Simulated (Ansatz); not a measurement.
## BiS: the change of energy above given cell and pressure with volume ratio

All results are calculated (Ansatz 0.2.0). Plane-wave density functional theory, PAW datasets, Gaussian smearing 0.05 eV: equation of state, the given cell scaled in volume with shape and atoms relaxed at each volume.

The cell before it is scaled or strained (space group Pm-3m, No. 221):
```
CELL_PARAMETERS angstrom
3.52160 0.00000 0.00000
0.00000 3.52160 0.00000
0.00000 0.00000 3.52160
ATOMIC_POSITIONS crystal
Bi 0.00000 0.00000 0.00000
S 0.50000 0.50000 0.50000
```

Settings of every row: paw set soft_2; functional PBEsol; spin treatment none; moment partition spheres; spin axis none; wave cutoff 420 eV; k mesh 10x10x10; symmetry use detected.

Atom hubbard u: 0 on all atoms.

Limits: no spin-orbit coupling, which can matter with elements this heavy; the cell comes from a prototype or a list of computed structures and needn't be the stable phase.

```csv
row,volume ratio,V (Å³/atom),energy above given cell (meV per atom),pressure (GPa)
1,0.96,20.964,9.8,3.668
2,0.98,21.4,2.43,1.741
3,1,21.837,0,-0.004
4,1.02,22.274,?,?
5,1.04,22.711,8.38,-3.006
```

Question: what energy above given cell and pressure should row 4 give?

Worked fit of energy above given cell. Take u = (V_r/V)^(2/3) − 1 with V_r = 21.618 Å³ an atom, which is twice the finite (Eulerian) strain; such expansions in the strain, on which the Birch-Murnaghan equation of state is built, carry the rest volume and the bulk modulus. The shown rows have u = 0.02069, 0.00678, -0.0067, -0.03235. Least squares give energy above given cell = 0.621 + 177.22 × u + 12890.8 × u² meV per atom; a straight line predicts inner rows, each left out in turn, worse (root mean square 5.7 against 0.031 meV per atom). The rows lie off it by -0.01, 0.01, -0.01, 0.00. Its lowest point lies at u = -0.0069, or V = 21.84 Å³ an atom, and the curvature there gives the bulk modulus with shape and atoms relaxed, B = (4/9)(1 + u)² E″(u)/V = 82.9 GPa. The withheld row has u = -0.01973, so the fit gives 0.621 + 177.22 × (-0.01973) + 12890.8 × (-0.01973)² = 2.14 meV per atom.

The calculation gave 2.12 meV per atom. The fit lies 0.02 meV per atom (0.2 % of the column's range) above it; its largest miss of a shown row is 0.01 meV per atom.

Worked fit of pressure. Take u = (V_r/V)^(2/3) − 1 with V_r = 21.618 Å³ an atom, which is twice the finite (Eulerian) strain; such expansions in the strain, on which the Birch-Murnaghan equation of state is built, carry the rest volume and the bulk modulus. The shown rows have u = 0.02069, 0.00678, -0.0067, -0.03235. Least squares give pressure = 0.8488 + 129.574 × u + 322.09 × u² GPa; a straight line predicts inner rows, each left out in turn, worse (root mean square 0.14 against 0.0023 GPa). The rows lie off it by 0.000, -0.001, 0.001, 0.000. The pressure vanishes at u = -0.0067, or V = 21.84 Å³ an atom, and there the bulk modulus with shape and atoms relaxed is B = −V dP/dV = (2/3)(1 + u) dP/du = 83 GPa. The withheld row has u = -0.01973, so the fit gives 0.8488 + 129.574 × (-0.01973) + 322.09 × (-0.01973)² = -1.582 GPa.

The calculation gave -1.584 GPa. The fit lies 0.002 GPa (0.03 % of the column's range) above it; its largest miss of a shown row is 0.001 GPa.
